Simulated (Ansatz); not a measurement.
CaPb₃: energy above lowest point against volume scale

Results calculated with Ansatz 0.2.0, not measured. Free energy against uniform scaling of the volume at fixed shape and fractions; periodic cell, basis, potentials, k mesh and filling as listed.

The cell before it is scaled or strained (space group Pm-3m, No. 221):
```
cell vectors (Å)
   4.8910     0.0000     0.0000
   0.0000     4.8910     0.0000
   0.0000     0.0000     4.8910
atoms (fractions of the cell vectors)
Ca  0.00000  0.00000  0.00000
Pb  0.00000  0.50000  0.50000
Pb  0.50000  0.00000  0.50000
Pb  0.50000  0.50000  0.00000
```

Settings of every row: functional r2SCAN; dispersion none; accuracy medium; potentials PAW; wave cutoff 312.93 eV; density cutoff 1251.7 eV; k mesh 5x5x5; k shift 0x0x0; occupations fermi dirac; smearing width 0.1 eV; spin none; xc grid level 2; SCF threshold exponent -6.

Limits: coarse k mesh, up to 40 meV an atom off; cutoff under the advised one; no spin-orbit coupling, which can matter with elements this heavy.

| row | volume scale | V (Å³/atom) | energy above lowest point (meV/atom) |
| --- | --- | --- | --- |
| 1 | 0.94 | 27.495 | 29.6 |
| 2 | 0.96 | 28.08 | 16.3 |
| 3 | 0.98 | 28.665 | ? |
| 4 | 1 | 29.25 | 2 |
| 5 | 1.02 | 29.835 | 0 |
| 6 | 1.04 | 30.42 | 0.8 |
| 7 | 1.06 | 31.006 | 5 |

Question: what energy above lowest point should row 3 give?

Worked fit of energy above lowest point. Take u = (V_r/V)^(2/3) − 1 with V_r = 29.543 Å³ an atom, which is twice the finite (Eulerian) strain; such expansions in the strain, on which the Birch-Murnaghan equation of state is built, carry the rest volume and the bulk modulus. The shown rows have u = 0.04906, 0.03444, 0.00667, -0.00654, -0.01931, -0.03171. Least squares give energy above lowest point = 0.51 + 148.6 × u + 9047 × u² meV/atom; a straight line predicts inner rows, each left out in turn, worse (root mean square 5.6 against 0.19 meV/atom). The rows lie off it by 0.0, -0.1, 0.1, 0.1, -0.2, 0.1. Its lowest point lies at u = -0.0082, or V = 29.91 Å³ an atom, and the curvature there gives the bulk modulus at fixed shape and fractions, B = (4/9)(1 + u)² E″(u)/V = 42.4 GPa. The withheld row has u = 0.02032, so the fit gives 0.51 + 148.6 × (0.02032) + 9047 × (0.02032)² = 7.3 meV/atom.

The calculation gave 7.3 meV/atom. The fit meets it to the printed digit.
